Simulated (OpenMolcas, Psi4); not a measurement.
## B2NH2OF (SMILES OB1NB1F): methods side by side

The species is B2NH2OF (7 atoms), meant as a singlet with charge 0. As SMILES, `OB1NB1F`. The shape is that of a PBE0-D4/def2-TZVP optimisation. This is one conformer, not always the lowest.

```xyz
7

O    -1.2767    0.1764    1.3081
B    -0.3790    0.1502    0.3042
N     0.6322   -0.7682   -0.0948
B     0.5870    0.3397   -0.9541
F     1.2500    0.7241   -2.0253
H    -1.8294    0.9602    1.2934
H     1.0772   -1.6504    0.1229
```

Quantity: the dipole moment, in D. The values are calculated.

```json
{"level": "HF/def2-SVP", "kind": "Hartree–Fock", "program": "OpenMolcas", "value (D)": "1.18", "CPU time": "12 s"}
{"level": "SVWN5/def2-SVP", "kind": "LDA", "program": "OpenMolcas", "value (D)": "1.27", "CPU time": "37 s"}
{"level": "BLYP/def2-SVP", "kind": "GGA", "program": "OpenMolcas", "value (D)": "1.20", "CPU time": "47 s"}
{"level": "PBE-D3(BJ)/def2-SVP (density fitting)", "kind": "GGA", "program": "Psi4", "value (D)": "1.23", "CPU time": "9.5 s"}
{"level": "M06-L/def2-SVP", "kind": "meta-GGA", "program": "OpenMolcas", "value (D)": "1.18", "CPU time": "54 s"}
{"level": "TPSS/def2-SVP", "kind": "meta-GGA", "program": "OpenMolcas", "value (D)": "1.21", "CPU time": "62 s"}
{"level": "r2SCAN/def2-SVP", "kind": "meta-GGA", "program": "OpenMolcas", "value (D)": "1.22", "CPU time": "57 s"}
{"level": "wB97X-D/def2-SVP (density fitting)", "kind": "range-separated hybrid", "program": "Psi4", "value (D)": "1.21", "CPU time": "12 s"}
```

The values span 1.18 to 1.27 D. Magnitudes only. CPU times are rough (shared hosts, several kinds of processor): they show what a rung costs within a factor of a few.

The dipole moment is modest and depends little on the treatment of exchange and correlation. Local density gives the largest value, 1.27 D, while Hartree–Fock and M06-L share the smallest, 1.18 D. The values don't follow the amount of exact exchange, since the range-separated hybrid falls among the semilocal functionals.

The molecule's bonding suggests why the moment is modest. The B–F, B–O and B–N σ bonds are strongly polarised away from boron, but lone pairs on fluorine, oxygen and nitrogen donate back into the empty boron p orbitals, and this π shift opposes the σ polarisation. The bond and lone-pair contributions also point in different directions around the small ring and partly cancel. A method that makes the individual bonds more ionic therefore need not give a larger total moment, which probably explains why Hartree–Fock, often prone to exaggerating polarity, isn't at the top here. Because all the methods share a small basis without diffuse functions, their agreement doesn't establish the absolute accuracy of the dipole.
